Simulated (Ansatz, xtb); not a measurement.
**Two isomers of CH8AlNSi**

Structure X is `C[SiH2][NH][AlH2]`, a singlet and structure Y is `[CH3][AlH][NH][SiH3]`, a singlet. Both are isolated molecules in the gas phase, relaxed with BLYP-D3(BJ)/def2-SVP, each in the lowest conformer that the search found.

Quicker runs give these differences E(Y) − E(X): GFN2-xTB +23.58 kJ/mol; HF/STO-3G −44.92 kJ/mol (at GFN2-xTB geometries); r2SCAN-D4/def2-SVP −36.38 kJ/mol (at GFN2-xTB geometries).

Problem. Estimate E(Y) − E(X) at the level CCSD(T)/def2-SVP + ΔMP2/def2-TZVPP.

Solution. Too close to call at this level: CCSD(T)/def2-SVP + ΔMP2/def2-TZVPP gives E(Y) − E(X) = +0.70 kJ/mol.

The same difference at several levels:

| level | geometry | E(Y) − E(X) (kJ/mol) | departure from the last row (kJ/mol) | job, with rough time for the two |
| --- | --- | --- | --- | --- |
| GFN2-xTB | GFN2-xTB | +23.58 | +22.89 | optimisation, 1 s |
| HF/STO-3G | GFN2-xTB | −44.92 | −45.62 | single point, 0.54 s |
| r2SCAN-D4/def2-SVP | GFN2-xTB | −36.38 | −37.07 | single point, 3.2 s |
| BLYP-D3(BJ)/def2-SVP | BLYP-D3(BJ)/def2-SVP | +0.21 | −0.49 | optimisation, 2.1 min |
| HF/def2-SVP | BLYP-D3(BJ)/def2-SVP | +2.30 | +1.60 | part of the CCSD(T) run |
| MP2/def2-SVP | BLYP-D3(BJ)/def2-SVP | +0.50 | −0.20 | part of the CCSD(T) run |
| CCSD(T)/def2-SVP | BLYP-D3(BJ)/def2-SVP | +0.36 | −0.34 | single point |
| CCSD(T)/def2-SVP + ΔMP2/def2-TZVPP | BLYP-D3(BJ)/def2-SVP | +0.70 |  | single point, 21 s |

As drawn, Y has 1 C–Al, 1 Si–H in place of 1 C–Si, 1 Al–H.

The largest departure from CCSD(T)/def2-SVP + ΔMP2/def2-TZVPP is that of HF/STO-3G, 45.62 kJ/mol. The last row adds to CCSD(T) the change of the MP2 difference between the two basis sets, here +0.34 kJ/mol.

With harmonic frequencies from BLYP-D3(BJ)/def2-SVP (ideal gas, rigid rotor, one conformer each, 600 K, 1 atm): on the last row, ΔE + ΔZPE = +0.73, ΔH = +1.70, ΔG = −5.47 kJ/mol.

The correlated steps freeze 12 core orbitals. Mirror images aren't counted in ΔG. Programs: Ansatz 0.2.0, xtb 6.7.1; the last row on 2 threads of Intel(R) Xeon(R) Processor @ 2.70GHz on a shared host.

The two isomers are practically isoenergetic because going from X to Y merely swaps methyl and hydride between silicon and aluminium, leaving the Si–N–Al linkage intact. Carbon and hydrogen both bind more strongly to silicon than to aluminium, so the C–Si bond lost is largely paid for by the Si–H bond gained. Correlation effects also mostly cancel, as the small gap between HF/def2-SVP and CCSD(T) in the same basis shows.

The strongly negative HF/STO-3G and r2SCAN-D4 values share the GFN2-xTB geometries, which suggests that a poor structure for X, rather than a real preference for Y, is behind much of the error.

At 600 K entropy tips the balance to Y, with ΔG = −5.47 kJ/mol despite a slightly positive ΔH. The likely source is softer torsions, notably of the methyl group on three-coordinate aluminium. Such motions are closer to hindered rotation than to harmonic vibration, so this modest preference is less secure than the near-degeneracy in energy.
